## Examination question: what a change of element does to the valleys

The table lists six crystals of the wurtzite structure, in which every atom has four neighbours of the other kind. Band v1 is the highest filled band and band c1 the lowest empty one. Gamma, K and M label electron waves in the crystal: at Gamma the wave has the same phase in every cell, while at K and M the phase changes from cell to cell within the hexagonal plane. All levels count from v1 at Gamma, the valence top of the same crystal. "Valley" is used here loosely for the lowest empty level at one of these points; whether each is a local minimum of the band was not tested.

Band levels of six crystals with space group P6_3mc (186), computed with Ansatz 0.2.0 (plane waves, PAW) using the HSE06 hybrid functional, a cutoff of 420 eV, fixed occupations and no spin polarisation. The cells were relaxed beforehand with r2SCAN. In each crystal the levels count from band v1 at Gamma, the valence top.

```csv
formula,element on site A,Z A,element on site B,Z B,difference of Pauling electronegativities,volume per atom (Å³),shortest distance (Å),k mesh,"band c1 at Gamma, HSE06 (eV)","band c1 at K, HSE06 (eV)","band c1 at M, HSE06 (eV)","band v1 at K, HSE06 (eV)"
AlN,Al,13,N,7,1.43,10.40,1.888,6×6×4,5.599,6.343,7.154,-2.573
ZnO,Zn,30,O,8,1.79,11.81,1.970,6×6×4,2.532,9.414,7.858,-1.882
ZnS,Zn,30,S,16,0.93,19.58,2.333,6×6×4,3.444,5.259,4.783,-2.268
GaN,Ga,31,N,7,1.23,11.37,1.945,6×6×4,3.199,6.329,6.368,-2.959
CdS,Cd,48,S,16,0.89,25.41,2.545,6×6×4,2.190,5.631,4.810,-1.705
CdSe,Cd,48,Se,34,0.86,28.87,2.655,6×6×4,1.544,5.096,4.168,-1.729
```

### (a) At which point does the gap lie, and does this hold for all six crystals?

At Gamma, in all six. The valence top lies there, and so does the lowest empty level of the whole k mesh. Such a gap is direct: light can lift an electron across it without help from a lattice vibration. The margin differs greatly, however. In AlN the empty level at K is only 0.74 eV above that at Gamma, in ZnO 6.88 eV.

### (b) Suppose a new element raises the valence top and leaves the empty band alone. What happens to the three c1 columns?

All three fall by the same amount, because their zero has risen. The distance from Gamma to K within band c1 stays as it was. This gives a test for any pair of rows: a common fall may come from the valence top, but a change in the distance between valleys must come from the empty band itself.

### (c) Gallium replaces aluminium in AlN. Why does the gap shrink?

The level at Gamma falls by 2.40 eV, while the one at K stays almost where it was. The distance between them therefore grows by 2.39 eV, and by the test in (b) a shift of the valence top cannot do that. The empty band has changed its shape. The size of the change depends on the point chosen: M falls by 0.79 eV, so its distance from Gamma grows by only 1.61 eV.

Bonding theory offers a likely reason. At Gamma, c1 is expected to be built from the outer s orbital of the metal and the s orbital of nitrogen, combined out of phase. The 4s level of gallium lies deeper than the 3s level of aluminium, because the filled 3d shell screens the nuclear charge poorly. The state at Gamma follows it down. This is expected to cover only part of the change, because the two free-atom levels differ by less than 2.39 eV; the bond, 3% longer in GaN, should also help to lower the state, as part (d) explains. At K the phases of three of the four neighbours cancel in the s–s coupling, and symmetry goes further: there the s orbitals can enter only doubly degenerate levels, while the single levels are made of in-plane p and metal d orbitals and hold no s at all. The lowest empty level at K is expected to be such a single level, which does not follow the metal s level. The orbital weights that would confirm this are not available here, and the level at K need not be of the same kind in all six crystals.

*Remark.* The nearly unchanged value at K does not mean that this level is fixed on an absolute scale. The two crystals have different valence tops, and in AlN the top is known to have another symmetry than in GaN. The filled 3d shell of gallium is also expected to push the top of GaN up, so part of the fall of the gap probably belongs to the valence top. The change in distance is free of this difficulty.

### (d) Cadmium replaces zinc in ZnS. Is it the same story?

The pattern is the same: Gamma falls by 1.25 eV, K rises slightly, and the valleys move apart. The cause is probably different, since the outer s levels of zinc and cadmium are similar in energy. What changes clearly is the bond, which becomes 9% longer. A longer bond is expected to weaken the out-of-phase coupling that pushes the state at Gamma upwards, so that this state sinks. Length alone does not settle the matter, though. From CdS to CdSe the bond grows by 4%, yet the distance from Gamma to K grows by only 0.11 eV, against 1.63 eV here. The size and energy of the orbitals are likely to count as well.

### (e) Selenium replaces sulfur in CdS. Estimate the change of the c1 levels.

The valence top consists largely of anion p orbitals. Take its rise to be the difference between the first ionisation energies of the free atoms, roughly 0.6 eV, and leave the empty band alone:

change of each c1 level ≈ −(rise of the anion p level) ≈ −0.6 eV.

The calculation gives −0.65 eV at Gamma, −0.54 eV at K and −0.64 eV at M. The estimate uses free-atom data only and has no constant adjusted to these crystals. The nearly common fall is what a rising valence top would produce, although an empty band sinking as a whole would look the same. The close agreement may be partly chance: the p orbital levels of the two atoms are expected to differ by less than their ionisation energies, and by the argument in (d) the longer bond should lower the empty state at Gamma as well.

*Remark.* One success is a weak test, so the same recipe should be tried on ZnO and ZnS. It predicts a fall of about 3.3 eV at every point. K and M do fall by amounts of this order, but Gamma rises by 0.91 eV. Even the agreement at K and M may be partly chance: the zinc 3d shell already pushes the valence top of ZnO up, as part (f) explains, so the real rise to ZnS should be smaller than the recipe says. The recipe takes the empty band as unchanged. That is tolerable from CdS to CdSe, but from ZnO to ZnS the distance from Gamma to K shrinks by 5.07 eV. The longer bond cannot explain the rise at Gamma, since by the argument in (d) it should lower that state; part (f) names a candidate cause, which these data do not establish.

### (f) ZnO has the largest electronegativity difference. Why is its gap smaller than that of ZnS?

A trend with ionicity does appear in the table, but away from Gamma. At K, the distance from v1 to c1 is 11.3 eV in ZnO and 7.5 eV in ZnS. Over all six crystals this distance follows the order of the electronegativity differences, except that AlN and GaN change places. The three crystals with the largest differences also have the shortest bonds, so the order alone does not prove that ionicity is the cause. Gamma breaks the rule. A likely part of the reason is that the state there depends on how strongly the metal s and anion s levels repel each other.

Two effects are usually named for the small gap of ZnO. The 2s level of oxygen lies very far below zinc 4s, and for a given coupling so distant a level pushes the state at Gamma up less. The shorter bond works against this, since it strengthens the coupling, and if the coupling grows as the inverse square of the bond length it may well outweigh the deeper level. The sign of the net effect is therefore not settled by this argument. In addition, the filled 3d shell of zinc lies close below the oxygen 2p levels and pushes the valence top up. In ZnS this push is expected to be weaker, because the sulfur 3p levels lie farther above the 3d shell. A push on the valence top shifts all c1 levels alike, so it cannot explain why K lies so much farther above Gamma in ZnO than in ZnS. A low state at Gamma can contribute to that, and so can a high state at K: the smaller cell raises the kinetic energy of a wave at K, and symmetry allows the 3d shell to push the empty level at K up directly. How much each part contributes remains open.

### (g) Which comparisons would you trust for real crystals?

The large changes of valley distance in (c), (d) and (f) are safe in direction. The order of the gaps of GaN and ZnO is not. GaN lies 0.67 eV higher here, but the hybrid functional puts ZnO about 0.9 eV below its measured gap of roughly 3.4 eV. The order of ZnO and ZnS in (f) does agree with experiment, though the measured difference is smaller than the 0.91 eV found here. In GaN, K and M differ by only 0.04 eV and should be called level. For CdSe even the first decimal of the gap is uncertain as a forecast of experiment, because spin-orbit coupling, which is left out, would lower it by roughly 0.1 eV, and the functional has an error of its own.

### Remarks on the reasoning

The mistake to avoid is to read a falling c1 column as a falling empty band. A good answer first compares two valleys of the same crystal and only then names an orbital. The differences used above are collected in the printed output that follows.

Output of the analysis:

```
Distances free of the valence-top reference in eV:
   row  K minus Gamma  M minus Gamma  K minus M  gap at K
   AlN          0.744          1.555     -0.811     8.916
   ZnO          6.882          5.326      1.556      11.3
   ZnS          1.815          1.339      0.476     7.527
   GaN           3.13          3.169     -0.039     9.288
   CdS          3.441           2.62      0.821     7.336
  CdSe          3.552          2.624      0.928     6.825
AlN to GaN, change of c1 at Gamma in eV: -2.4
AlN to GaN, change of c1 at K in eV: -0.014
AlN to GaN, change of c1 at M in eV: -0.786
AlN to GaN, change of K minus Gamma in eV: 2.386
AlN to GaN, change of bond length in percent: 3.019
ZnS to CdS, change of c1 at Gamma in eV: -1.254
ZnS to CdS, change of c1 at K in eV: 0.372
ZnS to CdS, change of c1 at M in eV: 0.027
ZnS to CdS, change of K minus Gamma in eV: 1.626
ZnS to CdS, change of bond length in percent: 9.087
CdS to CdSe, change of c1 at Gamma in eV: -0.646
CdS to CdSe, change of c1 at K in eV: -0.535
CdS to CdSe, change of c1 at M in eV: -0.642
CdS to CdSe, rough estimate of the common change from the anion p level in eV: -0.6
ZnO to ZnS, change of c1 at Gamma in eV: 0.912
ZnO to ZnS, change of c1 at K in eV: -4.155
ZnO to ZnS, change of c1 at M in eV: -3.075
ZnO to ZnS, change of K minus Gamma in eV: -5.067
ZnO to ZnS, rough estimate of the common change from the anion p level in eV: -3.3
Rank correlation of electronegativity difference with c1 at Gamma: 0.6
Rank correlation of electronegativity difference with the gap at K: 0.9429
GaN less ZnO, difference of the gaps at Gamma in eV: 0.667
ZnO, rough measured gap less computed gap in eV: 0.868
```
